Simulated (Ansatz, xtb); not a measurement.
## Relative energy of two structures of GeLiO3−

We compare X, a singlet given by its coordinates, with Y, a singlet given by its coordinates. Both are isolated ions in the gas phase, relaxed with B3LYP-D3(BJ)/def2-SVPD.

X (Å):

```yaml
atoms:
  - { symbol: Ge, position_ang: [0.4656, 0.8904, 0.7375] }
  - { symbol: Li, position_ang: [0.5051, -1.1251, -0.5642] }
  - { symbol: O, position_ang: [1.6750, 0.2661, -0.3852] }
  - { symbol: O, position_ang: [-1.0631, -0.2060, -0.0491] }
  - { symbol: O, position_ang: [-0.3746, -0.9325, 1.0966] }
```

Close contacts (Å): Ge1–Li2 2.40, Ge1–O3 1.76, Ge1–O4 2.04, Ge1–O5 2.04, Li2–O3 1.83, Li2–O4 1.89, Li2–O5 1.89.

Y (Å):

```yaml
atoms:
  - { symbol: Ge, position_ang: [0.2288, -1.2782, -0.1132] }
  - { symbol: Li, position_ang: [-0.8787, 1.0591, 0.5840] }
  - { symbol: O, position_ang: [0.0119, -0.0055, -1.4434] }
  - { symbol: O, position_ang: [-0.5882, 1.3047, -1.1449] }
  - { symbol: O, position_ang: [-0.4141, -0.4895, 1.3109] }
```

Close contacts (Å): Ge1–Li2 2.68, Ge1–O3 1.85, Ge1–O5 1.75, Li2–O4 1.77, Li2–O5 1.77, O3–O4 1.47.

Energies in hartree; the thermal terms are from B3LYP-D3(BJ)/def2-SVPD harmonic frequencies (ideal gas, rigid rotor, one conformer each, 400 K, 1 atm) and include the zero-point energy:

|  | X | Y |
| --- | --- | --- |
| E, CCSD(T)/def2-SVPD | −2307.856783 | −2307.850155 |
| E, MP2/def2-SVPD | −2307.832877 | −2307.823870 |
| E, MP2/def2-TZVPPD | −2308.548380 | −2308.536876 |
| zero-point energy | 0.010014 | 0.010127 |
| H(400 K) − E | 0.019587 | 0.019823 |
| G(400 K) − E | −0.031377 | −0.032099 |

Task: Correct the CCSD(T) difference for the basis set by the MP2 change, then work out ΔE, ΔE₀, ΔH and ΔG for X → Y in kJ/mol (1 Eh = 2625.50 kJ/mol) and the equilibrium ratio [Y]/[X].

Result: 1. Differences Y − X: CCSD(T) +0.006628, MP2 in the small set +0.009007, MP2 in the large set +0.011504 Eh.
2. ΔE = +0.006628 + (+0.011504 − (+0.009007)) = +0.009125 Eh = +23.96 kJ/mol.
3. ΔE₀ = ΔE + ΔZPE = +0.009125 + (+0.000113) Eh = +24.25 kJ/mol.
4. ΔH = ΔE + (+0.000236) Eh = +24.58 kJ/mol.
5. ΔG = ΔE + (−0.000722) Eh = +22.06 kJ/mol, so ΔS = (ΔH − ΔG)/T = +6.3 J/(mol K).
6. kT = 1.2667 mEh, so K = [Y]/[X] = exp(−ΔG/kT) = exp(−6.63) ≈ 0.0013.

Structure X is favoured at this temperature. An error of 4 kJ/mol in ΔG would change K by a factor of 3.3. Large T1 diagnostics make the coupled-cluster value less sure. Mirror images and further conformers aren't counted.

Other levels gave ΔE = +5.1 (B3LYP-D3(BJ)/def2-SVPD); +2.4 (HF/def2-SVPD); +23.6 (MP2/def2-SVPD); +17.4 (CCSD(T)/def2-SVPD) kJ/mol. The correlated steps freeze 12 core orbitals; the filled d shell of Ge is correlated; the last core shell of Li is correlated, in a basis made for valence electrons. Programs: Ansatz 0.2.0.

Both structures are best read as germanium(II) peroxides: the coordinates of X also place O4 and O5 within bonding distance, though the contact list omits that pair. The preference for X probably comes from how the peroxide is held. In X it lies side-on, with both oxygens touching Ge and Li, whereas in Y each of its oxygens serves only one metal. The long Ge–O contacts of 2.04 Å suggest that this gain comes from several weak, largely electrostatic interactions rather than two full covalent bonds.

Every level favours X, but Hartree–Fock gives only +2.4 kJ/mol against +17.4 with CCSD(T) in the same basis, so most of the preference is a correlation effect, plausibly tied to the compact, electron-rich Ge–peroxide unit. Entropy slightly favours Y but is too small to reverse the order.

The result ranks two peroxides and doesn't identify the most stable GeLiO3−: a germanium(IV) germanate with the O–O bond cleaved would probably lie lower than either.
